Wurtzite AlN has two AlN pairs in its cell, stacked along the hexagonal axis c and turned against each other by half a turn. Four of its vibrational levels are given below. Together with the structure they are enough to say what the two missing levels are and roughly how strongly light couples to them.

Zone-centre phonons of wurtzite AlN (P6_3mc, 4 atoms per cell, a = 3.130 Å, c = 5.018 Å), computed with Ansatz 0.2.0 using non-spin-polarised PBE, scalar-relativistic plane-wave PAW, a 420 eV cutoff and a 12×12×6 k mesh. Each row is one level, with infrared intensity and static Raman activity summed over its degenerate modes; frequencies omit the LO–TO term.

```csv
row,phonon frequency (cm⁻¹),degeneracy,infrared intensity ((D/Å)²/amu),raman activity (Å^4/amu),depolarisation ratio
1,236.5,2,0,0.15,0.750000
2,535.5,1,0,0,n/a
3,593.6,1,36.2,25.9,0.746939
4,?,?,?,?,?
5,?,?,?,?,?
6,704.6,1,0,0,n/a
```

**Row 1: a weak line for Raman only**

The lowest level is twofold, so its atoms move sideways, at right angles to c. Its infrared intensity, which measures the oscillating dipole, is zero because the two pairs move in opposite senses and their dipoles cancel. Its Raman activity, which measures how the vibration changes the polarisability, is allowed but small. The computed displacements suggest why. Each Al moves together with one of the two N atoms in the cell, which goes 0.88 times as far, and against the other. The low frequency points to the N of its own layer as the partner, since three of the four bonds of each Al lie within the layer. Whole layers then slide while most bonds hardly change.

**Rows 2 and 6: silent levels**

These levels are single, so the atoms move along c, and again the two pairs move oppositely. The dipoles cancel as before. A half turn about c leaves the polarisability change of such a motion as it was, so the two pairs cancel there too. Both zeros are therefore selection rules, and with no scattered light the depolarisation ratio has no value.

**Row 3: a symmetric mode that looks unsymmetric**

Here both pairs move in step along c, all Al against all N, and the level appears in both spectra. It is totally symmetric, yet its depolarisation ratio almost reaches 0.75, the value for a vibration that leaves the average polarisability unchanged. By the standard powder formula, only about 0.2 % of its Raman activity comes from a change in that average.

The neighbouring structure, zinc blende, explains this. Moving Al against N along one cubic axis there changes only the polarisability component that links the other two axes. Along a bond, the [111] direction, the same rule gives changes in the proportion −1, −1, 2, whose sum is zero. Row 3 has nearly kept this cubic pattern.

**Rows 4 and 5: what must fill the gap**

Four atoms have twelve motions, of which three merely shift the crystal. The known rows use five of the remaining nine, so four are left. Sideways motion in step still lacks its one optical pair, called E1, and opposed sideways motion lacks its second pair, called E2. Both levels must be twofold, and symmetry fixes both depolarisation ratios at 0.75.

The order has to come from elsewhere. Rough recalled measured lines near 660 cm⁻¹ for E2 and 670 cm⁻¹ for E1, scaled by the same factor that brings the recalled 610 cm⁻¹ line to row 3, give 642 ± 15 and 652 ± 15 cm⁻¹. Row 4 should then be E2 and row 5 E1. This order is likely rather than certain, because the gap is smaller than the error bar.

For the infrared, E2 must give exactly zero. E1 has the same pattern as row 3, all Al against all N, but with two sideways directions in place of one. Intensity goes as the square of the effective charge that the motion carries, and a rough recalled value puts the sideways charge at 0.94 of that along c. The forecast for row 5 is 64 ± 6 (D/Å)²/amu.

The Raman forecast starts from zinc blende again. A motion at right angles to [111] has the same total squared change of polarisability as one along it, but divided differently. One third lies in the component linking c with the direction of motion, and two thirds lie in the plane across c. In wurtzite the half turn between the two pairs decides what survives: motion in step (E1) keeps the first part, and opposed motion (E2) keeps the second.

The estimate can now be worked through. Row 3's activity without its small isotropic part is 25.8 Å⁴/amu. E1 has two partners with one third each, so row 5 gets $2\times\tfrac13\times25.8\approx17$, with an error bar of 7.

E2 has two partners with two thirds each, or $2\times\tfrac23\times25.8\approx34$. If only the motion of Al against N within a layer counts, the two E2 levels share this total. Row 1 takes almost nothing, so row 4 gets 34 ± 14. Both error bars allow about 20 % in a tensor component, which squaring doubles.

The withheld rows as computed:

```csv
row,phonon frequency (cm⁻¹),degeneracy,infrared intensity ((D/Å)²/amu),raman activity (Å^4/amu),depolarisation ratio
4,635.0,2,0,23.4,0.750000
5,647.8,2,64,12.1,0.750000
```

**What held**

The degeneracies, the depolarisation ratios, the infrared zero and the order of the two levels came out as forecast. Row 5's infrared intensity agrees more closely than a charge ratio of two figures deserves. With equal charges in both directions the forecast would have been 72.4, so the computed 64.0 does show a smaller charge for sideways motion. The effective charges computed in the same run agree, with 2.5286 e sideways and 2.6885 e along c.

Both frequencies were forecast too high, by 7 and 4 cm⁻¹, within the error bars. The same scaling also puts row 1 too high, by 7 cm⁻¹, which is a larger error relative to so low a frequency. The recalled lines are rounded to tens of cm⁻¹, so misses this small cannot show whether one factor serves all levels equally well. The scaling carries measured spacings over to this density-functional calculation and does not explain the forces behind them.

**What missed, and where**

Both Raman forecasts are too high by more than 40 % of the computed values, though still inside their wide error bars. Yet row 4 is 1.9 times as active as row 5 (23.4/12.1), close to the forecast factor of two. The division between opposed motion and motion in step thus survives. The weak step is the one from motion along c to sideways motion, which changes the polarisability about a sixth less than the cubic picture says.

Row 3 gave no warning of this, because its depolarisation ratio tests the shape of its own tensor and not the strength of a sideways motion. In wurtzite the bond along c is no longer equivalent to the other three, so symmetry allows such a difference. Which bonds cause it is open, since the activities are not resolved by bond. Even so, simply doubling row 3 for each twofold level would have given 51.8, far worse for both.

For AlN films in acoustic filters, these activities should not be read as line heights. They are averaged over all orientations, whereas a film grown with c upright has a single direction of c. Light sent in and collected along c then sees E2 but not E1. The motion of row 3 appears there as a longitudinal line at a higher frequency, because the vibration sets up an electric field that stiffens it. The frequencies in the table leave that field out.

The printed analysis below takes rows 1 and 3 as input and sets each forecast beside its computed value.

The analysis program printed:

```
Optical modes used by the four known rows: 5
Optical modes left for the two withheld rows: 4
Isotropic part of the Raman activity of row 3 (%): 0.2336
Effective charge along c from row 3 (e): 2.691
Infrared intensity ((D/Å)²/amu), row 3 is input:
  row  forecast  error bar  computed      miss
    1         0          0         0         0
    2         0          0         0         0
    3      36.2          0      36.2         0
    4         0          0         0         0
    5     63.97          6        64  -0.02736
    6         0          0         0         0
Rival infrared forecast for row 5 with equal charges ((D/Å)²/amu): 72.4
Raman activity (Å^4/amu), rows 1 and 3 are input:
  row  forecast  error bar  computed   miss
    1      0.15          0      0.15      0
    2         0          0         0      0
    3      25.9          0      25.9      0
    4      34.3         14      23.4   10.9
    5     17.23          7      12.1  5.126
    6         0          0         0      0
Rival Raman forecast for either withheld row, twice row 3 (Å^4/amu): 51.8
Control, scaled frequency of row 1 (cm⁻¹): 243.3
Control, miss for row 1 (cm⁻¹): 6.779
Forecast frequencies of rows 4 and 5, error bar 15 each (cm⁻¹): 642.3, 652
Computed frequencies of rows 4 and 5 (cm⁻¹): 635, 647.8
Miss in frequency of rows 4 and 5 (cm⁻¹): 7.256, 4.187
Computed degeneracies of rows 4 and 5, forecast 2 each: 2, 2
Computed depolarisation ratios of rows 4 and 5, forecast 0.75 each: 0.75, 0.75
Charge ratio across to along c from computed rows 5 and 3: 0.9402
Tensor size computed over forecast for rows 4 and 5: 0.8259, 0.8381
Raman sum of rows 1, 4 and 5 over anisotropic part of row 3, model 2: 1.38
```
